# S functions and the mean-square multipole energy: ammonia and five partners

Ammonia has a dipole and a quadrupole along its threefold axis. Its octupole is the lowest moment that knows where the three hydrogens sit around that axis. I want to find out how much this $k=\pm3$ octupole matters, and against which partners. The tools are Stone's $S$ functions, which I derive first.

## Conventions

I use atomic units for moments ($ea_0^l$) and distances (bohr), and convert energies with $1\,E_h = 2625.5$ kJ/mol. The functions $C_{lm}=\sqrt{4\pi/(2l+1)}\,Y_{lm}$ are Racah-normalised harmonics with the Condon–Shortley phase. The moments are $Q_{lm}=\sum_a q_a r_a^l C_{lm}(\hat{\mathbf r}_a)$, so that $Q_{l,-m}=(-1)^mQ_{lm}^*$. The vector $\mathbf R$ points from the origin of molecule 1 to that of molecule 2. Euler angles $\Omega=(\alpha,\beta,\gamma)$ rotate the space axes onto the body axes, with

$$D^l_{mk}(\Omega)=\langle lm|e^{-i\alpha J_z}e^{-i\beta J_y}e^{-i\gamma J_z}|lk\rangle ,$$

so that $D^{l*}_{m0}=C_{lm}(\beta,\alpha)$.

## The body-fixed form

Take a charge at $\mathbf a$ in molecule 1 and one at $\mathbf b$ in molecule 2, and expand $1/|\mathbf R+\mathbf b-\mathbf a|$ for $a+b<R$. Consider the term of degree $l_1$ in $\mathbf a$ and $l_2$ in $\mathbf b$, and set $L=l_1+l_2$. It contains $L$ gradients of $1/R$. Because $\nabla^2(1/R)=0$, that tensor is traceless in every pair of indices. It is therefore pure rank $L$, and only the rank-$l_1$ part of $\mathbf a$ and the rank-$l_2$ part of $\mathbf b$ survive. Three such tensors form exactly one scalar, the contraction with a $3j$ symbol. The constant follows from the collinear case, where $1/(R+b-a)=\sum_L (a-b)^L/R^{L+1}$ contains $(-1)^{l_2}\binom{L}{l_1}a^{l_1}b^{l_2}/R^{L+1}$ and only $m_1=m_2=0$ contributes. Summing over charges gives

$$U_{l_1l_2}=\frac{(-1)^{l_2}\binom{L}{l_1}}{4\pi\epsilon_0R^{L+1}}\begin{pmatrix}l_1&l_2&L\\0&0&0\end{pmatrix}^{-1}\sum_{m_1m_2m}Q^{\rm space}_{l_1m_1}Q^{\rm space}_{l_2m_2}C_{Lm}(\hat{\mathbf R})\begin{pmatrix}l_1&l_2&L\\m_1&m_2&m\end{pmatrix}.$$

A body-frame harmonic is a rotated space harmonic, $C_{lk}^{\rm body}=\sum_mC^{\rm space}_{lm}D^l_{mk}$. Unitarity inverts this to $Q^{\rm space}_{lm}=\sum_kD^{l*}_{mk}Q_{lk}$, where the $Q_{lk}$ are constants of the molecule. Define, for $l_1+l_2+j$ even,

$$\bar S^{k_1k_2}_{l_1l_2j}=i^{\,l_1-l_2-j}\begin{pmatrix}l_1&l_2&j\\0&0&0\end{pmatrix}^{-1}\sum_{m_1m_2m}D^{l_1*}_{m_1k_1}(\Omega_1)\,D^{l_2*}_{m_2k_2}(\Omega_2)\,C_{jm}(\hat{\mathbf R})\begin{pmatrix}l_1&l_2&j\\m_1&m_2&m\end{pmatrix}.$$

For $j=L$ the phase is $i^{-2l_2}=(-1)^{l_2}$, which is the sign we need. Hence

$$U=\sum_{l_1k_1l_2k_2}\binom{l_1+l_2}{l_1}\frac{Q_{l_1k_1}Q_{l_2k_2}\,\bar S^{k_1k_2}_{l_1,l_2,l_1+l_2}}{4\pi\epsilon_0R^{l_1+l_2+1}} .$$

Two dipoles along $\mathbf R$ have $\bar S^{00}_{112}=-1$ and $U=-2\mu_1\mu_2/R^3$, as they should. If molecule 2 is an ion, $\bar S^{k0}_{l0l}=C^*_{lk}$ evaluated at the direction of $\mathbf R$ in the body frame of molecule 1.

**Question.** *What happens for odd $l_1+l_2+j$?*

The $3j$ symbol with zero projections vanishes, so this normalisation fails and one omits that divisor. Electrostatics never needs the case, since $j=l_1+l_2$ makes the sum even.

## Orthogonality and the mean square

Average uniformly over $\Omega_1$, $\Omega_2$ and $\hat{\mathbf R}$. The functions are invariant under a rotation of the whole dimer, so holding $\hat{\mathbf R}$ fixed gives the same averages. We have $\langle D^l_{mk}D^{l'*}_{m'k'}\rangle=\delta_{ll'}\delta_{mm'}\delta_{kk'}/(2l+1)$ and $\langle C_{jm}C^*_{j'm'}\rangle=\delta_{jj'}\delta_{mm'}/(2j+1)$, and the squared $3j$ symbols sum to one over all projections. Therefore

$$\langle \bar S^{k_1k_2\,*}_{l_1l_2j}\,\bar S^{k_1'k_2'}_{l_1'l_2'j'}\rangle=\frac{\delta_{l_1l_1'}\delta_{l_2l_2'}\delta_{jj'}\delta_{k_1k_1'}\delta_{k_2k_2'}}{(2l_1+1)(2l_2+1)(2j+1)}\begin{pmatrix}l_1&l_2&j\\0&0&0\end{pmatrix}^{-2}.$$

For $j=L$ the symbol has the closed form $(-1)^L\binom{L}{l_1}\sqrt{(2l_1)!(2l_2)!/(2L+1)!}$. Since $U$ is real, $U^2=U^*U$. All cross terms drop out, the binomials cancel, and with $|Q_l|^2=\sum_k|Q_{lk}|^2$,

$$\langle U^2\rangle=\sum_{l_1l_2}\frac{c_{l_1l_2}\,|Q_{l_1}|^2|Q_{l_2}|^2}{(4\pi\epsilon_0)^2R^{2l_1+2l_2+2}},\qquad c_{l_1l_2}=\frac{(2l_1+2l_2)!}{(2l_1+1)!\,(2l_2+1)!}.$$

The constant 1 is $\bar S^{00}_{000}$, so $\langle U\rangle=0$ whenever one partner is neutral. The coefficients we need are $c_{10}=1/3$, $c_{20}=1/5$, $c_{30}=1/7$, $c_{11}=2/3$, $c_{12}=1$, $c_{13}=4/3$, $c_{22}=14/5$, $c_{23}=6$ and $c_{33}=132/7$, with $c$ symmetric in its indices. Orthogonality in $k$ is the useful part today. Each component $Q_{lk}$ adds its own non-negative share, so the part of $\langle U^2\rangle$ due to $k=\pm3$ is well defined.

## Ammonia in the body frame

Put $z$ on the threefold axis, pointing from nitrogen towards the hydrogen plane, and put one hydrogen in the $xz$ plane. The threefold rotation multiplies $Q_{lk}$ by $e^{2\pi ik/3}$, so only $k=0,\pm3,\dots$ survive. The mirror plane makes the moments real, with $Q_{3,-3}=-Q_{33}$. As approximate inputs, with the origin at the centre of mass, I take $Q_{10}=0.58$ (1.47 D), $Q_{20}=-2.2$, $Q_{30}=-2.5$ and $|Q_{33}|=4.2$. Then $|Q_1|^2=0.336$, $|Q_2|^2=4.84$ and $|Q_3|^2=41.5$. The $k=\pm3$ part is $2Q_{33}^2=35.3$, or 85 per cent of $|Q_3|^2$.

**Question.** *Can we see the $k=3$ term at work in one geometry?*

Stack two molecules head to tail with both axes along $\mathbf R$. Then $D^{l*}_{mk}=\delta_{mk}e^{ik\gamma}$ and $C_{Lm}=\delta_{m0}$, which forces $k_2=-k_1$. A dipole or quadrupole has no $k=\mp3$ to offer, so the lowest term is octupole–octupole. The ratio of the $3j$ symbol with projections $(3,-3,0)$ to that with $(0,0,0)$ is $1/20$, the binomial is 20, and the phase is $-1$. This gives

$$U_{\rm tors}=+\frac{2Q_{33}^2\cos 3(\gamma_1-\gamma_2)}{R^7},$$

which disfavours eclipsed hydrogens. At 8 bohr the model's amplitude is 0.04 kJ/mol. One figure is already generous. The $R^{-8}$ terms of ranks (3,4) and (4,3) cancel for identical molecules. The (4,4) term, however, is $-16Q_{43}^2\cos3(\gamma_1-\gamma_2)/R^9$. To size it, assume $|Q_4|\approx12$, which is $|Q_3|$ times an N–H length of about 1.9 bohr, and put all of it in $k=\pm3$. The term then removes 0.51 of the leading one, and (3,5) terms enter at the same power. Tilt a molecule and $D^3_{m3}$ feeds small $m$, so that the partner's dipole sees the octupole at $R^{-5}$. The average captures that coupling.

## Five partners at one distance

The partners' inputs are also approximate, with origins at the centres of mass. For water I use real components, whose squares add to $|Q_l|^2$ just as the complex ones do: $|Q_{10}|=0.73$, $|Q_{20}|=0.1$, $|Q_{22c}|=2.2$, $|Q_{30}|=1.9$ and $|Q_{32c}|=3.5$. For CO$_2$, $Q_{20}=-3.2$. For CH$_4$ the traceless Cartesian octupole is $\Omega_{xyz}=\sum_a\tfrac52q_ax_ay_az_a\approx2.4$. The real component is $Q_{32s}=\sum_a\sqrt{15}\,q_ax_ay_az_a$, so $|Q_3|^2=\tfrac{12}{5}\Omega_{xyz}^2$. Na$^+$ is a unit charge. All moments are cut off at rank 3, and $R=8$ bohr (4.23 Å). The last column is the share of $\langle U^2\rangle$ carried by the $k=\pm3$ octupole of one ammonia molecule.

| partner of NH$_3$ | nonzero $\lvert Q_l\rvert^2$ (a.u.) | model $\langle U^2\rangle^{1/2}$ (kJ/mol) | $k=\pm3$ share (%) |
|---|---|---|---|
| Na$^+$ | $l=0$: 1 | 14.7 | 1.0 |
| H$_2$O | $l=1,2,3$: 0.533, 4.85, 15.9 | 2.4 | 4.9 |
| NH$_3$ | $l=1,2,3$: 0.336, 4.84, 41.5 | 2.1 | 5.8 |
| CO$_2$ | $l=2$: 10.2 | 1.6 | 8.5 |
| CH$_4$ | $l=3$: 13.8 | 0.31 | 15 |

The two columns run in opposite directions, and the formula explains both. The energy falls down the table because each step in the partner's leading rank costs a factor $1/R$ in amplitude, which the larger moments and coefficients do not repay at 8 bohr. For the share, take a partner with one rank $l_2$. Its $|Q_{l_2}|^2$ cancels, and the weight of ammonia's $k=\pm3$ octupole relative to its dipole is

$$\frac{c_{3l_2}}{c_{1l_2}}\,\frac{2Q_{33}^2}{|Q_1|^2R^4},\qquad \frac{c_{3l_2}}{c_{1l_2}}=\frac{(2l_2+6)(2l_2+5)(2l_2+4)(2l_2+3)}{840}.$$

The second factor belongs to ammonia alone and equals 0.026 here. The first is $3/7$, $2$, $6$ and $99/7$ for $l_2=0,1,2,3$. The physical reading is that a partner of high rank produces a potential that varies quickly in space, and the higher derivatives of the potential are what an octupole feels. A pure dipole as partner would give a share of 3.7 per cent. Water and ammonia lie above that because their own quadrupoles and octupoles mix in the larger ratios. Ammonia lies above water because its dipole is smaller and its octupole larger.

**Question.** *How much does the cut at rank 3 cost?*

It costs most for methane. A typical hexadecapole is $Q_{40}\approx-8$ in cubic axes, where symmetry gives $Q_{44c}^2=\tfrac57Q_{40}^2$ and $|Q_4|^2=110$. With $c_{14}=5/3$, $c_{24}=11$ and $c_{34}=143/3$, this adds 21 per cent to $\langle U^2\rangle$. The root mean square becomes 0.34 kJ/mol and the share 16 per cent. For CO$_2$ each atomic unit of $|Q_4|^2$ adds 0.0073 per cent. Ammonia's own hexadecapole, at the assumed 12, adds 2.4 per cent against methane's octupole. These changes leave the ordering of the table as it is.

**Question.** *Next to an ion, induction must swamp a one per cent effect.*

In size it does. The $k=\pm3$ term alone has a root mean square of 1.4 kJ/mol. With a typical mean polarisability $\bar\alpha\approx14.5$ and anisotropy $|\Delta\alpha|\approx2$ a.u., the leading induction energy is $-[\bar\alpha+\tfrac23\Delta\alpha P_2(\cos\theta)]/2R^4$, where $\theta$ is the angle between the axis and $\mathbf R$. Its mean is $-4.6$ kJ/mol. Its anisotropic part has a root mean square $|\Delta\alpha|/(3\sqrt5R^4)$, or 0.2 kJ/mol. These pieces are the functions $\bar S^{00}_{000}$ and $\bar S^{00}_{202}$, both orthogonal to the $k=\pm3$ functions. At this order induction shifts the mean and slightly alters the $l=2$ coefficient, and leaves the threefold modulation alone.

## The ammonia dimer at three distances

Now count every term that contains a $k=\pm3$ component on either molecule. This is the fraction by which $\langle U^2\rangle$ drops when $Q_{33}$ is set to zero on both.

| $R$ (bohr; Å) | model $\langle U^2\rangle^{1/2}$ (kJ/mol) | dipole–dipole share (%) | $k=\pm3$ share (%) |
|---|---|---|---|
| 6; 3.18 | 6.8 | 24 | 28 |
| 8; 4.23 | 2.1 | 46 | 11 |
| 12; 6.35 | 0.49 | 73 | 2.2 |

The dipole–dipole term goes as $R^{-6}$ and the first $k=\pm3$ term as $R^{-10}$, so the share dies off as $R^{-4}$ at long range. The two dipole–quadrupole terms together equal the dipole–dipole term when $R^2=3|Q_2|^2/|Q_1|^2$, at 6.6 bohr. Inside that distance ammonia is not mainly a dipole. At 6 bohr the groups $L=2$ to $6$ carry 24, 29, 25, 16 and 6 per cent, and the last two groups still lack their terms with ranks 4 and 5. The assumed hexadecapole, with $c_{44}=1430/9$ included, adds 1.3 per cent at 8 bohr and 7 per cent at 6 bohr. The second figure is a fair fraction of the 28, so that entry means "roughly a quarter".

**Question.** *A polar molecule's quadrupole depends on the origin. Does $\langle U^2\rangle$?*

Yes, and properly so. Moving the origin by $d$ along $z$ gives $Q_{20}\to Q_{20}-2dQ_{10}$ for a neutral molecule. Going to the nitrogen, $d\approx-0.13$ bohr, turns $-2.2$ into $-2.05$. The average spins each molecule about its origin at fixed $R$, so a new origin defines a different ensemble. For free rotation the centre of mass is the natural choice. $Q_{33}$ does not change, because $r^3C_{33}\propto(x+iy)^3$ contains no $z$.

**Question.** *Where does the mean square show up physically?*

In the orientational free energy of classical rotors, $\Delta A=-k_BT\ln\langle e^{-U/k_BT}\rangle\approx-\langle U^2\rangle/2k_BT$, whose dipole–dipole part is the Keesom term. At 12 bohr and 300 K the ratio $\langle U^2\rangle^{1/2}/k_BT$ is 0.20, and the model gives about $-0.05$ kJ/mol. The next cumulant is $+\langle U^3\rangle/6(k_BT)^2$. Relative to the first term it is 0.07 times the skewness of $U$, which can rival the 2.2 per cent share. At 8 bohr the ratio is 0.83, and the expansion is only qualitative.

**Question.** *How does 6.8 kJ/mol relate to the real dimer?*

It is the model's spread about a zero mean, not a binding energy. As typical knowledge, the dimer's well lies near 6.2 bohr and is about 13 kJ/mol deep. Read as a depth, the model's number would fall short by roughly half. The well belongs to favourable orientations and to a balance with exchange repulsion, induction and dispersion. At that distance the charge clouds also overlap. The penetration energy, absent from any point-multipole series, typically makes the electrostatic energy more attractive than the series says. The rows at 8 and 12 bohr are much safer, and they show the $k=\pm3$ octupole fading from about a tenth of the mean square to about a fiftieth.